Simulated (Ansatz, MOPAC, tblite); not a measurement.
## A ladder of methods for CH4AlNO (SMILES C1[NH][AlH][O]1)

CH4AlNO has 8 atoms, charge 0, and is taken as a singlet. SMILES: `C1[NH][AlH][O]1`. The shape is that of a PBE0-D4/def2-TZVP optimisation.

Quantity: the dipole moment, in D. The values are calculated.

```csv
level,kind,program,value (D)
PM3,semi-empirical,MOPAC,2.56
GFN2-xTB,semi-empirical,tblite,2.02
PM7,semi-empirical,MOPAC,2.57
IPEA1-xTB,semi-empirical,tblite,2.27
HF/STO-3G,Hartree–Fock,Ansatz,2.32
HF/3-21G,Hartree–Fock,Ansatz,2.47
HF/def2-SVP,Hartree–Fock,Ansatz,2.23
HF/6-31+G* (spherical functions),Hartree–Fock,Ansatz,2.23
HF/aug-cc-pVDZ,Hartree–Fock,Ansatz,2.13
PBE0/STO-3G,global hybrid,Ansatz,1.69
```

The values span 1.69 to 2.57 D. Sets without polarisation functions give poor dipoles.

The Hartree–Fock dipole is largest with 3-21G, at 2.47 D, and falls to 2.13–2.23 D in the three polarised sets. Aluminium is much more electropositive than its ring neighbours N and O, so the Al–N and Al–O bonds are strongly polar. The hydridic hydrogen on Al partly opposes their contribution, leaving a net moment that is sensitive to small shifts of charge. Polarisation functions probably lower it by letting the N and O lone pairs deform towards Al. In STO-3G, PBE0 gives 1.69 D against 2.32 D for Hartree–Fock, in keeping with the usual tendency of Hartree–Fock to exaggerate bond polarity.

PM3 and PM7 lie above every Hartree–Fock value, but their close agreement is weak corroboration because they share a closely related formalism. The two xTB values fall on either side of the polarised Hartree–Fock range. The narrowness of that range suggests modest remaining basis sensitivity, but says nothing about how far electron correlation would shift the dipole in a flexible basis.
